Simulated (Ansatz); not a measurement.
# Abstraction of H: CH5BO2 + SbH(CH2)(CH3) → CH4BO2 + SbH(CH3)2

Gas-phase species: CH5BO2 `COBO`, singlet; SbH(CH2)(CH3), doublet; CH4BO2 `CO[B]O`, doublet; SbH(CH3)2, singlet. A radical takes H: the energy is the difference in strength between the B–H bond broken and the C–H bond made.

Shapes, held fixed at every level: PBE0-D4/def2-TZVP. Flexible molecules stand in one conformer, not always the lowest. Programs: Ansatz 0.2.0. Electronic energies: no zero-point or thermal term.

Question: Estimate ΔE of this reaction.

Answer: The highest level, CCSD(T)/def2-TZVPP, gives ΔE = +18.0 kJ/mol; the levels span +6.0 to +21.0. The column of differences is taken from that level and isn't an error. No measured value is set beside it here. Open shells run unrestricted. For atoms past krypton def2 sets carry core potentials with scalar relativity. Outer-core shells of Sb are correlated, in sets that cover them unevenly. Times are processor times on shared x86 and Arm servers, and rough.

```csv
level,kind,ΔE (kJ/mol),less CCSD(T)/def2-TZVPP,CPU time (sum over the molecules)
PBE-D4/def2-TZVPP,GGA,+6.0,-12.0,29 s
B3LYP-D4/def2-TZVPP,global hybrid,+17.2,-0.8,37 s
PBE0-D4/def2-TZVPP,global hybrid,+10.3,-7.7,30 s
wB97M-V/def2-TZVPP,range-separated hybrid,+20.7,+2.7,1.7 min
wB97X-V/def2-TZVPP,range-separated hybrid,+19.8,+1.8,77 s
B2PLYP/def2-TZVPP,double hybrid,+16.7,-1.3,51 s
CCSD/def2-TZVPP,coupled cluster or CI,+21.0,+3.0,–
CCSD(T)/def2-TZVPP,coupled cluster or CI,+18.0,0.0,–
```

Hydrogen transfer from boron to carbon is uphill at every level, so the B–H bond of the dialkoxyborane-type molecule is stronger than the C–H bond formed in the stibine. The likely reason lies in the two radicals. Oxygen lone pairs donate into boron's formally empty p orbital, but the unpaired electron left by B–H cleavage sits mainly in an in-plane σ orbital with appreciable s character, where π delocalization helps it little. The carbon radical, by contrast, can gain modest stabilization from interaction with the neighbouring antimony centre.

The sign is secure across these methods, the size less so. Perturbative triples lower the CCSD value only modestly, whereas PBE-D4 gives just +6.0 kJ/mol. Exact exchange raises the energy from PBE to PBE0, yet B3LYP lies much closer to CCSD(T) than PBE0 does, so the exchange fraction alone doesn't order the functionals. The reverse transfer is correspondingly downhill, but neither direction's rate follows without a barrier.
